**Question: reading the 1snl levels of helium-like Nd⁵⁸⁺**

Levels of helium-like Nd58+ (Z = 60) from B-spline many-body code 1: no-pair Dirac configuration interaction of two electrons with no core (CI), then with Breit and QED added (CI+MBPT). The nuclear rms radius is 4.9123 fm. Energies are relative to the 1s2 ground state, and levels are given up to the first gap in the list.

```
configuration  term  j  parity       jj  term purity  lande g  energy CI (eV)  energy, CI+MBPT (eV)
          1s2    1S  0    even  1/2,1/2         1.00      n/a               0                     0
         1s2s    3S  1    even  1/2,1/2         1.00    2.002           37750                 37615
         1s2p    3P  1     odd  1/2,1/2        0.691    1.346           37846                 37703
         1s2p    3P  0     odd  1/2,1/2         1.00      n/a           37829                 37717
         1s2s    1S  0    even  1/2,1/2         1.00      n/a           37836                 37718
         1s2p    3P  2     odd  1/2,3/2         1.00    1.501           38463                 38321
         1s2p    1P  1     odd  1/2,3/2        0.691    1.155           38498                 38360
         1s3s    3S  1    even  1/2,1/2         1.00    2.002           44914                 44772
         1s3p    3P  1     odd  1/2,1/2        0.690    1.346           44940                 44796
         1s3s    1S  0    even  1/2,1/2         1.00      n/a           44936                 44799
         1s3p    3P  0     odd  1/2,1/2         1.00      n/a           44935                 44800
         1s3p    3P  2     odd  1/2,3/2         1.00    1.501           45123                 44980
         1s3d    3D  2    even  1/2,3/2        0.601    1.101           45134                 44989
         1s3d    3D  1    even  1/2,3/2         1.00   0.4988           45134                 44991
         1s3p    1P  1     odd  1/2,3/2        0.689    1.156           45133                 44991
         1s3d    3D  3    even  1/2,5/2         1.00    1.334           45190                 45045
         1s3d    1D  2    even  1/2,5/2        0.601    1.067           45190                 45047
         1s4s    3S  1    even  1/2,1/2         1.00    2.002           47384                 47240
         1s4p    3P  1     odd  1/2,1/2        0.689    1.345           47394                 47250
         1s4s    1S  0    even  1/2,1/2         1.00      n/a           47393                 47251
         1s4p    3P  0     odd  1/2,1/2         1.00      n/a           47393                 47252
         1s4p    3P  2     odd  1/2,3/2         1.00    1.501           47471                 47327
         1s4d    3D  2    even  1/2,3/2        0.603    1.101           47476                 47331
         1s4d    3D  1    even  1/2,3/2         1.00   0.4988           47476                 47332
         1s4p    1P  1     odd  1/2,3/2        0.689    1.156           47476                 47332
         1s4d    3D  3    even  1/2,5/2         1.00    1.334           47499                 47355
         1s4f    3F  3     odd  1/2,5/2        0.569    1.048           47500                 47355
         1s4f    3F  2     odd  1/2,5/2         1.00   0.6659           47500                 47355
         1s4d    1D  2    even  1/2,5/2        0.603    1.066           47500                 47356
         1s4f    3F  4     odd  1/2,7/2         1.00    1.251           47511                 47367
```

1. What sets the coarse pattern of these levels?
2. Why do term purities near 0.69, 0.60 and 0.57 keep recurring?
3. What does CI+MBPT add when there is no core, and why do all excited levels drop by 112 to 146 eV?
4. Why do 1s2p ³P₀ and ³P₁ change places?
5. What would change at lower Z?
6. Which digits can I trust?

**Answer**

Four scales order this spectrum: tens of keV for lifting a 1s electron, several hundred eV for the 2p fine structure, about 100 eV for Breit and quantum-electrodynamic (QED) shifts of 1s², and tens of eV for exchange at n = 2. With α the fine-structure constant, (Zα)² = 0.19, so relativity is a 20 % matter.

**1.** Take the limit of an outer electron that stays outside the 1s shell. It sees charge Z − 1 = 59, and its binding energy, the ionisation energy IE minus the level, follows the Dirac formula in n and its own angular momentum j₂, the second entry under "jj" (the column "j" is the total J). For 1s4f ³F₄, j₂ = 7/2: 59² × 13.6057 eV/16 = 2960.1 eV, times 1 + [(59α)²/n²][n/(j₂ + ½) − ¾] = 1 + (0.1854/16) × 0.25 = 1.0029, gives 2968.7 eV. CI has 50480.1 − 47511 = 2969.1 eV. Nothing was fitted. All d and f rows agree to 0.4 eV rms, about the rounding of most of them, while dropping relativity or screening misses them by 44 or 138 eV rms. The s and p rows are bound more strongly, by up to 128 eV (1s2s ³S₁), because they penetrate the 1s shell and triplets gain exchange energy. The ¹P₁ rows stay within 2 eV, where by the same reasoning exchange repulsion offsets penetration.

**2.** Term purity is the weight of the named LS term. For J = l, triplet and singlet mix through the spin-orbit energy ζ. Their diagonal gap is 2K + ζ/2, with K the exchange integral, and their coupling is ζ√(l(l+1))/2. For K ≫ ζ the purity is 1. For K → 0 the gap of the mixed pair is ζ(2l+1)/2 and the purity (l+1)/(2l+1): 2/3, 3/5, 4/7. Every mixed row lies within 0.03 of this jj limit, so these LS labels are nominal.

The CI energies allow a sharper test. Near the jj limit each J = 1 level is raised above its pure-triplet partner by its singlet weight times 2K, that is 1/3 and 2/3. For 1s2p, ³P₁ − ³P₀ is 17.4 eV and ¹P₁ − ³P₂ is 38497.6 − 38462.6 = 35.0 eV, the predicted 1 : 2. Their sum, 2K = 52.4 eV, is small beside the fine structure of 633.6 eV. With ζ and K taken from the four levels of each 1snp configuration, the 1s2p purity comes out as 0.702 from CI and 0.685 from final energies, against the table's 0.691. Neither is a clean test: the table does not say at which level of theory the purity was taken, Breit terms in a final eigenvector alter the mixing, and the model fails on the final energies (part 4). The 1s4f purity, 0.569, even lies just below 4/7, which a positive K alone cannot give.

**3.** Without a core, core-valence correlation vanishes and the difference is Breit plus QED. Most of it belongs to the zero of energy: 1s² loses 144.6 eV of binding relative to the ion, which lowers every excitation energy alike. With that removed, a level's own shift is at most 32 eV, and no more than 1.6 eV for d and f. For ³S₁, ¹S₀ and ³P₀ it falls as n^(−3.0) to n^(−3.2) from n = 2 to 3, as the density of an outer electron near the 1s shell does; the smaller shifts of ³P₁, ³P₂ and ¹P₁ follow this less closely.

The split of the 144.6 eV is argued. The same calculation binds the last 1s electron by 51515.5 eV, 68.6 eV less than the point-nucleus Dirac value. A rough first-order nuclear-size shift of 7 eV leaves about 62 eV for QED, provided that binding is of the final level of theory, and so about 83 eV for Breit and screening of QED. The leading Breit term for s electrons is the spin-spin contact −(8π/3)α² s₁·s₂ δ(r₁₂) in atomic units, or 2πα²δ for a singlet. With ⟨δ⟩ = Z³/8π for 1s² this is (Zα)²Z/4 hartree = 0.1917 × 15 × 27.21 eV = 78 eV. In a triplet the electrons never meet and the term vanishes, so it should widen the 1s2s singlet-triplet gap by 15.5 eV; the gap grows by 17.1 eV, of which the estimate falls 9 % short. The CI gap itself, 85.5 eV, is 1.19 times the non-relativistic hydrogenic 2K. The excess, of the size of (Zα)², is what theory expects from the growth of the exchange integral with Dirac 1s and 2s orbitals; the program does not compute it.

**4.** The numbers show ³P₀ 17.4 eV below ³P₁ in CI and 13.4 eV above it finally, with own shifts of +32.3 and +1.5 eV; 1s3p and, at the rounding, 1s4p repeat this. Both levels are essentially 1s 2p₁/₂, so one-electron QED nearly cancels between them. Theory therefore assigns the swap to Breit, the magnetic coupling of the two electrons, which depends on how their angular momenta are aligned and so on J. The two-level model lacks such a term and fails on final energies, giving a J = 1 gap of 613.5 eV against 657.1 eV, after matching CI to 2 eV.

**5.** Exchange scales roughly as Z, Breit as Z³, fine structure and QED as about Z⁴. K/ζ thus grows as Z⁻³ on going down in Z: the purities of the p rows climb towards 1 and their levels regroup into LS terms. For d rows this comes at lower Z, and f rows, whose exchange is tiny, can stay strongly mixed even in the lightest ions. Breit shrinks against exchange as (Zα)², so at first its power to overturn this exchange gap fades and ³P₀ drops back below ³P₁. Once LS coupling sets in, however, the ³P₀–³P₁ interval is fine structure, of order Z⁴, on which Breit, of order Z³, gains; in the lightest ions, helium among them, ³P₀ lies above ³P₁ again. A few elements either side of Nd should look much like this table, apart from the order of near-ties.

**6.** The final IE lies 4.1 eV (81 ppm) below the tabulated theoretical 50339.6 eV and CI lies 140.5 eV above it, so four figures of the final energies are plausible and the fifth is doubtful; this compares theory with theory. Orders decided by about 1 eV are insecure: 1s2s ¹S₀ is 1.4 eV above 1s2p ³P₀, 1s3s ¹S₀ is 0.3 eV below 1s3p ³P₀, and several n = 4 rows tie. The Landé g column equals the LS formula weighted by purity to 0.0006, so it adds no test of the mixing. It is also not the bound-state value: ³S₁ shows the free-electron 2.002, while Dirac theory gives 1.865 for a 1s electron at this Z. Row-by-row residuals stand in the output below.

The analysis program printed:

```
Z*alpha 0.4378, squared 0.1917; rounding 0.1 eV up to 1s3d 3D1, 1 eV after (differences +-1 eV)
IE CI-tabulated +140.5 eV, final-tabulated -4.1 eV (-81 ppm), final-CI -144.6 eV
level final-CI: from -145.5 to -112.3 eV
per level: CI binding minus Dirac(Z-1) / own Breit+QED shift relative to threshold, eV
  1s2s 3S1 +127.7/+9.8  1S0 +42.2/+26.9
  1s2p 3P1 +31.6/+1.5  3P0 +49.0/+32.3  3P2 +36.7/+3.0  1P1 +1.7/+7.4
  1s3s 3S1 +35.7/+2.8  1S0 +13.5/+7.9
  1s3p 3P1 +9.6/+0.6  3P0 +14.2/+8.9  3P2 +10.8/+0.8  1P1 +1.3/+2.6
  1s3d 3D2 +0.2/-0.9  3D1 +0.5/+1.6  3D3 +0.3/-0.4  1D2 +0.3/+1.6
  1s4s 3S1 +14.5/+0.6  1S0 +5.5/+2.6
  1s4p 3P1 +4.5/+0.6  3P0 +5.5/+3.6  3P2 +5.1/+0.6  1P1 +0.1/+0.6
  1s4d 3D2 +0.1/-0.4  3D1 +0.1/+0.6  3D3 +0.8/+0.6  1D2 -0.2/+0.6
  1s4f 3F3 -0.2/-0.4  3F2 -0.2/-0.4  3F4 +0.4/+0.6
Dirac Z-1: rms s,p 37.3 eV, d,f 0.4 eV; worst 1s2s 3S1 +127.7 eV
Schroedinger Z-1: rms s,p 421.1 eV, d,f 43.9 eV; worst 1s2s 3S1 +889.4 eV
Dirac Z: rms s,p 259.6 eV, d,f 137.7 eV; worst 1s2p 3P1 -429.3 eV
triplet purity/jj limit: 1s2p 0.691/0.667  1s3p 0.690/0.667  1s3d 0.601/0.600  1s4p 0.689/0.667  1s4d 0.603/0.600  1s4f 0.569/0.571
g from LS formula weighted by purity: largest deviation 0.0006; Dirac bound 1s g 1.865
1s2p Dirac p3/2-p1/2: Z-1 621.3, Z 667.5 eV; 3P0-3P1 CI -17.4, final +13.4 eV
   CI: 3P2-3P0 633.6, 2K 52.4, J=1 gap model 652.9 table 651.2 eV, purity model 0.702 table 0.691
   final: 3P2-3P0 604.3, 2K 26.0, J=1 gap model 613.5 table 657.1 eV, purity model 0.685 table 0.691
1s3p Dirac p3/2-p1/2: Z-1 184.7, Z 198.5 eV; 3P0-3P1 CI -4.6, final +3.7 eV
   CI: 3P2-3P0 188.1, 2K 14.1, J=1 gap model 193.3 table 193.0 eV, purity model 0.699 table 0.690
   final: 3P2-3P0 180.0, 2K 7.6, J=1 gap model 182.7 table 195.0 eV, purity model 0.685 table 0.690
1s4p Dirac p3/2-p1/2: Z-1 77.6, Z 83.4 eV; 3P0-3P1 CI -1.0, final +2.0 eV
   CI: 3P2-3P0 78.0, 2K 6.0, J=1 gap model 80.2 table 82.0 eV, purity model 0.700 table 0.689
   final: 3P2-3P0 75.0, 2K 3.0, J=1 gap model 76.1 table 82.0 eV, purity model 0.684 table 0.689
1s2s 1S-3S: CI 85.5, hydrogenic 2K 71.7 (ratio 1.19); final 102.6, added 17.1, contact Breit 15.5 eV
   1S0 minus 1s2p 3P0: CI +6.8, final +1.4 eV
1s3s 1S-3S: CI 22.2, hydrogenic 2K 18.8 (ratio 1.18); final 27.3, added 5.1, contact Breit 4.4 eV
   1S0 minus 1s3p 3P0: CI +0.7, final -0.3 eV
1s4s 1S-3S: CI 9.0, hydrogenic 2K 7.6 (ratio 1.18); final 11.0, added 2.0, contact Breit 1.8 eV
   1S0 minus 1s4p 3P0: CI +0.0, final -1.0 eV
own shift ~ n^-q, q from n=2,3: s 3S1 3.09  s 1S0 3.02  p 3P0 3.18
1s of Nd59+: run 51515.5, point Dirac 51584.1, gap 68.6, nuclear size (first order, rough) 7, left for QED 62 eV
IE shift 144.6 minus 1s QED 62 = 83 eV; contact Breit alpha^2 Z^3/4 = 78 eV; 1s QED/8 = 8 eV
1s2 repulsion in CI about 1097 eV; hydrogenic 5Z/8 = 1020 eV; ratio 1.075
```
